## The assumption of a single Green's function in the particle count of GW

The particle number in GW$_0$ and in fully self-consistent GW is fixed by a counting rule. The rule holds because the propagator inside the self-energy is the same one that solves the Dyson equation. This section locates that assumption, derives the leading change of $N$ when it is dropped, as in G$_0$W$_0$, and evaluates the change for two electrons on a four-site Hubbard cluster.

### Conventions and the counting identity

We work at $T=0$ with $\hbar=1$, in an orthonormal site basis $i,j$ in which the interaction couples densities. The trace includes spin. The system has a gap at the chemical potential $\mu$, so that $G(z)$ is analytic on the line $z=\mu+i\omega$, and $\int_z\equiv\int_{\mu-i\infty}^{\mu+i\infty}dz/2\pi i$. With a factor $e^{z0^+}$ the contour closes to the left, and $N=\int_z e^{z0^+}\,\mathrm{Tr}\,G(z)$ is the spectral weight below $\mu$. The Dyson equation $G^{-1}=z-h-\Sigma(z)$ gives $\partial_z\ln\det G^{-1}=\mathrm{Tr}[G(1-\partial_z\Sigma)]$, and therefore

$$N=N_L+I_L,\qquad N_L=\int_z e^{z0^+}\,\partial_z\ln\det G^{-1},\qquad I_L=\int_z \mathrm{Tr}\,[G\,\partial_z\Sigma]. \tag{1}$$

By the argument principle $N_L$ is the number of poles of $\det G$ below $\mu$ minus the number of its zeros there. It is an integer, which keeps its non-interacting value, the number of filled levels or bands, as long as no pole or zero crosses $\mu$ while the interaction is switched on. In the electron gas, where $\mathrm{Im}\,\Sigma$ must vanish at $\mu$ for the argument to carry over, $N_L$ per volume is $k_F^3/3\pi^2$, with $k_F$ the wave number at which $G^{-1}(k,\mu)$ changes sign. Equation (1) holds for any $\Sigma$. The counting rule $N=N_L$ needs the Luttinger integral $I_L$ to vanish.

### Where the assumption enters

Hartree and exchange terms are static and drop out of $I_L$. With $W=V+W^c$, the correlation part of $\Sigma=iGW$ built from a propagator $Y$ reads, on the imaginary axis,

$$\Sigma^c_{ij}[Y](z)=-\int\frac{d\nu}{2\pi}\,Y_{ij}(z+i\nu)\,W^c_{ij}(i\nu). \tag{2}$$

Hold $W^c$ fixed and define the bilinear form $\mathcal F[X,Y]=\int_z\mathrm{Tr}\,(X\,\Sigma^c[Y])$. It is a double frequency integral over $X_{ji}(\mu+i\omega)\,W^c_{ij}(i\omega'-i\omega)\,Y_{ij}(\mu+i\omega')$ and has two properties.

1. If $W^c_{ij}(i\nu)=W^c_{ji}(-i\nu)$, relabelling $i\leftrightarrow j$, $\omega\leftrightarrow\omega'$ gives $\mathcal F[X,Y]=\mathcal F[Y,X]$. Then $\Phi^c[G]=\tfrac12\mathcal F[G,G]$ generates $\Sigma^c[G]$ by variation with respect to $G$.
2. A common shift $z\to z+i\epsilon$ in $X$ and $Y$ is a change of integration variables that leaves the argument of $W^c$ alone. The derivative at $\epsilon=0$ gives $\mathcal F[X',Y]+\mathcal F[X,Y']=0$, with the prime for $\partial_z$.

Since $\partial_z\Sigma^c[Y]=\Sigma^c[Y']$, the form that appears in $I_L$ is $\Lambda[X,Y]=\int_z\mathrm{Tr}\,(X\,\partial_z\Sigma^c[Y])=\mathcal F[X,Y']$. The two properties make it antisymmetric:

$$\Lambda[X,Y]=-\mathcal F[X',Y]=-\mathcal F[Y,X']=-\Lambda[Y,X]. \tag{3}$$

In GW$_0$ the self-energy is $\Sigma^c[G]$, so $I_L=\Lambda[G,G]=0$. The origin of $W^c$ never entered, only its symmetry. At the solution of scGW the screened interaction is again a symmetric function, and the same line proves $I_L=0$. The assumption is thus used once, when the two arguments of $\Lambda$ are set equal. Updating $W$ has no part in it.

### The first correction

In G$_0$W$_0$ the Dyson equation is solved with $\Sigma^c\equiv\Sigma^c[G_0]$:

$$G^{-1}=G_0^{-1}-v-\Sigma^c ,$$

where the static matrix $v$ is the Hartree and exchange potential of $G_0$ minus the potential already contained in $G_0$. A Hartree–Fock start has $v=0$. Let $\mu$ lie in the gaps of both $G_0$ and $G$. Then $I_L=\Lambda[G,G_0]$, and $\Lambda[G_0,G_0]=0$ by (3), so that exactly

$$\Delta N\equiv N-N_L=\Lambda[G-G_0,\,G_0].$$

The first term of the Dyson series, $\delta G=G_0(v+\Sigma^c)G_0$, gives the first correction,

$$\Delta N^{(1)}=\int_z\mathrm{Tr}\,\big[G_0\,(v+\Sigma^c)\,G_0\;\partial_z\Sigma^c\big]. \tag{4}$$

Three statements follow.

The violation is of second order in the perturbation $v+\Sigma^c$. The linearised propagator $G_0+\delta G$ conserves $N$: since $G_0'=-G_0^2$, integration by parts gives $\int_z\mathrm{Tr}\,G_0\Sigma^cG_0=\Lambda[G_0,G_0]=0$, and $\int_z\mathrm{Tr}\,G_0vG_0=-\int_z\mathrm{Tr}\,vG_0'=0$.

For a weak interaction $U$, $\Sigma^c\sim U^2$. The violation starts at $U^4$ when $v=0$ and at $U^3$ when $v\sim U$.

The diagram that repairs it is known. The first step of the GW$_0$ iteration adds $\delta\Sigma=\Sigma^c[\delta G]$, an insertion in the internal line. It changes the particle number by $\int_z\mathrm{Tr}\,G_0\,\delta\Sigma\,G_0=\Lambda[G_0,\delta G]=-\Delta N^{(1)}$. The iterated term of the Dyson series and the nested diagram are of the same order and cancel in $N$. G$_0$W$_0$ keeps the first and omits the second.

When $G_0$, $v$ and $\Sigma^c$ are diagonal in one basis $n$, integration by parts with $(G_0^2)'=-2G_0^3$ turns (4) into

$$\Delta N^{(1)}=\sum_n\int_z G_{0n}^3\,\big(\Sigma^{c\,2}_n+2v_n\Sigma^c_n\big). \tag{5}$$

### Two electrons on a tetrahedral cluster

Take four sites with hopping $-t$ between every pair and the spin-independent interaction $V_{ij}=U\delta_{ij}$, the convention that mirrors GW for a Coulomb potential. The one-body levels are $a_1$ at $-3t$ and a threefold $t_2$ at $+t$, with gap $\Delta=4t$. Two electrons, a quarter filling, close the $a_1$ shell. This is also the level scheme of the defect-molecule picture of an ideal, unrelaxed silicon vacancy in its doubly positive state, $a_1^2t_2^0$. That picture ignores the host bands, and all numbers below belong to the model at assumed values of $U/t$, not to silicon. The filling matters: on a bipartite cluster at half filling with a closed shell and a Hartree–Fock start, particle–hole symmetry maps $\Delta N$ to $-\Delta N$ and hides the effect.

Let $P_{ij}=\tfrac14$ and $Q=1-P$ project on $a_1$ and $t_2$, and put the zero of energy at the $a_1$ level of $G_0$, so $G_0=P/z+Q/(z-\Delta)$. Each site holds $1/2$ electron. The Hartree potential is $U/2$ and the exchange potential $-U/4$, both uniform, so $v=s\cdot 1$ with $s=0$ for a Hartree–Fock start and $s=-U/4$ for a Hartree start.

The polarisability, summed over spin, is $2\,P_{ij}Q_{ij}\,[-2\Delta/(\nu^2+\Delta^2)]=-Q_{ij}\,\Delta/(\nu^2+\Delta^2)$. The RPA series sums to

$$W^c(i\nu)=-Q\,\frac{2\Omega g}{\nu^2+\Omega^2},\qquad \Omega^2=\Delta(\Delta+U),\qquad g=\frac{U^2\Delta}{2\Omega}.$$

In (2) a pole of $G_0$ at $\xi$ yields $g/(z-\xi-\Omega)$ if $\xi>\mu$ and $g/(z-\xi+\Omega)$ if $\xi<\mu$. The elementwise products are $Q_{ij}P_{ij}=\tfrac14Q_{ij}$ and $Q_{ij}Q_{ij}=\tfrac34P_{ij}+\tfrac12Q_{ij}$. With $D=\Delta+\Omega$,

$$\Sigma^c_a=\frac{A}{z-D},\qquad \Sigma^c_t=\frac{B}{z+\Omega}+\frac{C}{z-D},\qquad A=\tfrac34 g,\quad B=\tfrac14 g,\quad C=\tfrac12 g .$$

Below $\mu$, each spin has one pole and no zero in $G_a$, and one satellite pole and one zero (at $-\Omega$) in each $G_t$. Hence $N_L=2$, while $N=2(Z_a+3Z_s)$, with $Z_a$ the weight of the $a_1$ quasiparticle and $Z_s$ that of the satellite. To first order in $g$ at $s=0$, $1-Z_a=A/D^2$ and $3Z_s=3B/D^2$ are equal, which is $\Lambda[G_0,G_0]=0$ in explicit form.

In (5) the $a_1$ term has a triple pole at $z=0$, with residue $\tfrac12\partial_z^2(\Sigma_a^{c\,2}+2s\Sigma^c_a)=3A^2/D^4-2sA/D^3$. For $t_2$ set $x=z+\Omega$ and $F=\Delta+2\Omega$. The part of the integrand that is singular at $x=0$ is $(x-D)^{-3}[B^2/x^2+2BC/x(x-F)+2sB/x]$, with residue $-3B^2/D^4+2BC/D^3F-2sB/D^3$. Adding the $a_1$ residue and three times the $t_2$ residue, and doubling for spin,

$$\Delta N^{(1)}=-\frac{6gs}{D^3}+\frac{g^2}{D^4}\left(\frac94+\frac{3D}{2F}\right). \tag{6}$$

The term linear in $s$ has a plain origin. A static shift moves the levels of $G$ but not the poles of $\Sigma^c[G_0]$. To first order in $g$ the $a_1$ level loses $A/(D-s)^2$ and the satellites gain $3B/(D+s)^2$, which no longer balance. The difference is odd in $s$, so the term $gs^2$, which would be of order $U^4$ like the $g^2$ term, is absent here.

A third starting point is obtained by shifting the levels of $G_0$ until its highest occupied level coincides with the quasiparticle. This requires $s+\Sigma_a^c(0)=0$, or $s=A/D$, and the bracket of (6) becomes $3D/2F-9/4$. Schindlmayr (1997) proved the violation on an analytically solvable model and showed that a shift of this kind reduces it. For $U\ll\Delta$, where $\Omega\to\Delta$ and $g\to U^2/2$, the three starts give

$$\Delta N\to\frac{13}{256}\frac{U^4}{\Delta^4}\ (s=0),\qquad \frac{3}{32}\frac{U^3}{\Delta^3}\ (s=-U/4),\qquad -\frac{5}{256}\frac{U^4}{\Delta^4}\ (s=A/D).$$

### Size of the violation

The Dyson equation can be solved without expansion. For $a_1$ it is a quadratic, with

$$Z_a=\frac12\left[1+\frac{D-s}{\sqrt{(D-s)^2+4A}}\right].$$

For $t_2$ the satellite lies at $z=-\Omega-y$, where $y>0$ solves $B/y=D+s+y-C/(F+y)$, and $Z_s=[1+B/y^2+C/(F+y)^2]^{-1}$. The value $\mu=0.8\,t$ lies in the gaps of $G_0$ and $G$ in every case tabulated.

At $U=4t$ one has $\Omega=5.657\,t$, $g=5.657\,t^2$, $D=9.657\,t$ and $F=15.314\,t$. For $s=0$ this gives $Z_a=0.9599$ and $Z_s=0.01505$. The $a_1$ orbital loses $2(1-Z_a)=0.0802$ electrons, the $t_2$ orbitals gain $6Z_s=0.0903$, and $N=2.0101$. The table lists $\Delta N$ in electrons, from (6) and from the full Dyson solution.

| $U/t$ | $g/D^2$ | HF, (6) | HF, full | Hartree, (6) | Hartree, full | aligned, (6) | aligned, full |
|---|---|---|---|---|---|---|---|
| 2 | 0.021 | 0.00137 | 0.00130 | 0.00832 | 0.00798 | -0.00055 | -0.00052 |
| 4 | 0.061 | 0.0118 | 0.0101 | 0.0494 | 0.0443 | -0.0048 | -0.0043 |
| 8 | 0.155 | 0.0758 | 0.0528 | 0.2457 | 0.1938 | -0.0319 | -0.0238 |

The expansion parameter of the Dyson series is $g/D^2$. For the Hartree–Fock start the first correction overshoots the full value by 6, 17 and 44 per cent at the three couplings. It is quantitative up to $U\approx\Delta$ and gives only sign and rough magnitude at $U=2\Delta$. The bare power law is much poorer: at $U=4t$ it gives $13/256=0.051$ against 0.0118 from (6), because screening lowers $g$ and raises $D$.

The starting point dominates the size. At $U=4t$ the model's violation runs from 0.0443 for the Hartree start to $-0.0043$ for the aligned one. Alignment removes the $U^3$ term and reverses the sign but leaves a $U^4$ remainder. The chemical potential offers no remedy, since $N$ is constant while $\mu$ moves within the gap of $G$ and jumps by a quasiparticle weight at either edge. In a metal $\mu$ can be tuned to the right density, and (1) then moves the defect into $N_L$, the Fermi volume.

Two comparisons place the number. At $U=4t$ and $s=0$ the violation is 0.5 per cent of $N$, but 11 per cent of the charge that correlation places in $t_2$, which is the part of the density matrix that G$_0$W$_0$ adds to the mean field. The second comparison is with the exact ground state. It mixes $|a_1a_1\rangle$ with the totally symmetric pair state in $t_2$ through the matrix with diagonal elements $U/4$ and $2\Delta+3U/4$ and off-diagonal element $\sqrt3\,U/4$. The exact $t_2$ occupation is

$$n_t=1-\frac{2\Delta+U/2}{\sqrt{(2\Delta+U/2)^2+3U^2/4}},$$

which is 0.0551 at $U=4t$. The G$_0$W$_0$ value 0.0903 is in error by 0.0352, more than three times $\Delta N$. The larger error has another source. At order $U^2$, where $N$ is still conserved, GW gives $n_t=2A/D^2\to 3U^2/16\Delta^2$ and the exact result is $3U^2/32\Delta^2$. The factor of two is the second-order exchange diagram, which for a local spin-independent interaction cancels half of the bubble diagram and is missing from all three GW schemes. Iterating $G$ at fixed $W_0$ restores $N=2$ through the nested diagram, at order $U^4$ from a Hartree–Fock start, and leaves this $U^2$ error in the occupations untouched.